Cubic HfO₂ (space group Fm-3m) at nine volumes, computed with Ansatz 0.2.0 using all-electron LAPW and the LDA functional, scalar-relativistic and without spin polarization. All runs use a 9×9×9 k mesh, Fermi-Dirac smearing of 0.01 eV and a basis error target of 1 meV/atom.

| volume (Å³/atom) | shortest distance (Å) | band gap (eV) | smallest direct gap on path (eV) |
| --- | --- | --- | --- |
| 10.483 | 2.170 | 3.643 | 3.643 |
| 10.706 | 2.185 | 3.594 | 3.594 |
| 10.929 | 2.200 | 3.547 | 3.547 |
| 11.041 | 2.207 | 3.523 | 3.523 |
| 11.152 | 2.215 | 3.499 | 3.499 |
| 11.264 | 2.222 | 3.476 | 3.476 |
| 11.375 | 2.230 | 3.452 | 3.452 |
| 11.598 | 2.244 | 3.405 | 3.405 |
| 11.821 | 2.258 | 3.359 | 3.359 |

The gap of cubic HfO₂ shrinks steadily as the crystal is dilated. Two rows carry the discussion: the compact cell at 10.483 Å³/atom, where the band gap is 3.643 eV, and the dilated cell at 11.821 Å³/atom, where it is 3.359 eV. In every row the band gap equals the smallest direct gap on the path, so the trend doesn't come from a switch between a direct and an indirect gap. The question is why moving the atoms apart should bring the filled and the empty states closer together.

### Band width pulls the other way

A tempting argument gives the opposite. When atoms move apart their orbitals overlap less, so the bands become narrower. Narrower bands should draw back from each other and leave a wider gap.

The argument can be tested by splitting the gap into three energies. The first is the distance between the mean energy of the filled O 2p bands and that of the lowest six conduction bands. At the zone centre these six form a doublet, a single level and a triplet, the pattern of Hf 5d and 6s in a cubic cage of oxygen. The second energy is how far the conduction edge lies below its centre, and the third how far the valence edge lies above its own:

gap = centre distance − conduction edge depth − valence edge height

For the two cells this gives, in eV:

- compact: 10.66 − 3.84 − 3.06 = 3.76
- dilated: 9.48 − 3.29 − 2.73 = 3.46

These gaps are about 0.1 eV larger than those of the table because they come from the regular mesh of k points, which misses the exact band edges. The decline is nearly the same, 0.31 eV on the mesh and 0.28 eV in the table, so the split serves to explain the trend.

The narrowing is real, and it is large, though on the conduction side it is not only a matter of band width. About three quarters of the conduction edge depth is the distance from the mean of the lowest two bands to the mean of all six. This distance reflects mainly how far the oxygen cage splits the hafnium levels, and it also shrinks as the atoms move apart. Both edges draw back towards their centres at every step, which alone would have opened the gap by 0.88 eV over the range. The centres, however, approach each other by 1.18 eV. The band-width argument thus describes a true effect but gets the trend wrong, because it treats the centres as fixed.

### Why the centres approach

In an ionic crystal the simplest cause is electrostatic. A hafnium ion is surrounded by negative oxygen ions, which raise the energy of an electron on it; an oxygen ion is surrounded by positive hafnium ions, which lower it. Both effects weaken with distance, so dilation should bring the empty hafnium states down towards the filled oxygen states.

Core levels allow a test, because they take almost no part in bonding and follow the potential at their own atom. From the compact to the dilated cell, the Hf 4p level sinks by 0.52 eV relative to O 1s. The Hf 4d level sinks by the same amount, so these two deep hafnium levels shift together. The potential difference between the sites therefore changes in the direction that the ionic picture requires.

Its size shows where that picture ends. Full charges of +4 and −2 placed on the lattice would give a shift of between two and three eV, several times what the core levels show. The electrons are not packed into such point charges, and the charge around each nucleus can rearrange as the cell grows. A core level records the sum of this rearrangement and the changing field of the neighbours. Even the shift actually found covers only 44% of the approach of the band centres.

The rest appears when each band centre is compared with the core of its own atom. The conduction centre sinks by a further 0.21 eV relative to Hf 4p, while the O 2p centre rises by 0.46 eV relative to O 1s. Covalent bonding would move both in these directions. Filled oxygen states that mix with empty hafnium states are pushed down, and the hafnium states are pushed up; at larger distance the mixing weakens and both shifts relax.

A LiF molecule, reduced to one orbital on each atom, shows the principle. Its two levels lie √(Δ² + 4V²) apart, where Δ is the energy difference between the sites and V the coupling of the orbitals. Stretching the bond lowers Δ and, once the overlap is past its maximum, V as well, so the levels approach. The analogy holds for the band centres only: with one level on each atom there is neither a band width nor a splitting by an oxygen cage, and so nothing like the effect that in HfO₂ cancels about three quarters of the approach.

How much of the remaining shift is covalent is not settled by these data, but the O 2s bands warn against giving mixing all of it. They lie more than twice as far below the empty hafnium states as the O 2p bands do, and would be expected to mix with them less. Yet their centre rises by 0.50 eV relative to O 1s, slightly more than that of O 2p. Another cause may therefore act on the whole valence shell of oxygen: valence orbitals reach further out than core orbitals and feel a different part of the potential. Weaker confinement in a larger cell should lower the valence levels, which fits the hafnium side but not the oxygen side. Covalent mixing shapes the band widths too. The split of the gap thus shows which energies move and by how much, while the assignment to bonding rests on theory.

### A simple law that fits for the wrong reason

The gap also invites a much shorter explanation. The kinetic energy of a confined electron falls as the inverse square of the length that confines it. If all band energies scaled in this way, the gap of the dilated cell would follow from that of the compact cell and the two volumes alone:

3.643 eV × (10.483/11.821)^(2/3) = 3.363 eV

The calculated value is 3.359 eV. Only the gap of the compact cell sets the scale here, and the other rows agree about as well. As a rule for interpolation this is excellent.

As an explanation it fails, because the parts of the gap don't obey the law. The centre distance and the valence edge height fall roughly as the inverse cube of the bond length, and the conduction edge depth falls nearly as the inverse fourth power. This depth is subtracted, so its rapid decline props up the gap and slows its fall to something close to an inverse square. The shortest distance grows by only about 4% over the whole table, a range in which many smooth laws look alike.

### What strain does to the gap

For practical use the trend can be put into one number, the volume deformation potential: the change of the gap per unit change in the logarithm of the volume. A straight line through all nine rows gives −2.36 eV, and it reproduces them to within about 2 meV. One percent more volume then costs

−2.36 eV × ln 1.01 = −0.0235 eV

or less than one percent of the gap. The output printed below gives the fit and the parts of the gap for every cell.

The slope belongs to a uniformly stretched cubic crystal. All nine cells are under tension, from about 1.4 GPa in the compact cell to 27 GPa in the dilated one, so the equilibrium volume of this calculation lies slightly below the table. A film clamped to a wafer also changes shape, which can split levels that cubic symmetry keeps together. Moreover, HfO₂ is monoclinic under ordinary conditions, and the slope has not been tested for that structure.

The absolute gaps need more caution than their changes. LDA is known to make the gaps of insulators too small, and spin-orbit coupling, which acts on the Hf 5d states, is left out in every row. The table has no second level of theory that would show how far the functional or the missing coupling alters the slope.

For a related ionic oxide, the same balance decides the sign. Dilation lowers the gap if the centres of the filled and empty bands approach faster than their facing edges draw back. In fluorite HfO₂ the approach wins, but only by about a quarter of its size, so the sign shouldn't be carried over to another oxide without comparing the two effects there.

Printed output of the fit:

```
Parts of the mesh gap in eV:
     row  centre distance  conduction edge below centre  valence edge above centre  mesh gap  inverse-square gap
  10.483            10.66                         3.837                      3.058     3.764               3.643
  10.706            10.45                         3.738                      2.998     3.712               3.592
  10.929            10.24                         3.642                      2.941      3.66               3.543
  11.041            10.14                         3.595                      2.913     3.634               3.519
  11.152            10.04                         3.549                      2.886     3.609               3.496
  11.264            9.946                         3.504                      2.859     3.584               3.473
  11.375             9.85                          3.46                      2.832     3.558                3.45
  11.598            9.662                         3.374                       2.78     3.508               3.406
  11.821            9.478                          3.29                       2.73     3.459               3.363
Change of tabulated gap over the range (eV): -0.284
Change of mesh gap over the range (eV): -0.3057
Largest excess of mesh gap over tabulated gap (eV): 0.1212
Change of gap from approach of band centres (eV): -1.181
Change of gap from narrowing on both sides together (eV): 0.8751
Change of Hf 4p level against O 1s (eV): -0.5159
Change of Hf 4d level against O 1s (eV): -0.5169
Core offset as share of centre approach (percent): 43.69
Change of conduction centre against Hf 4p (eV): -0.2052
Change of O 2p centre against O 1s (eV): 0.4597
Crude formal point-charge change of site offset (eV): -2.586
Bond-length exponent of tabulated gap: -2.027
Bond-length exponent of centre distance: -2.932
Bond-length exponent of conduction edge depth: -3.842
Bond-length exponent of valence edge height: -2.833
Largest miss of inverse-square law from first row (meV): 3.8
fit of band_gap on 9 rows: constant 3.498 +/- 0.00041, coefficient of lnv -2.363 +/- 0.011; rms 0.00107, worst 11.821 0.00161, leave-one-out rms 0.00158
Gap change per one percent more volume (meV): -23.52
```
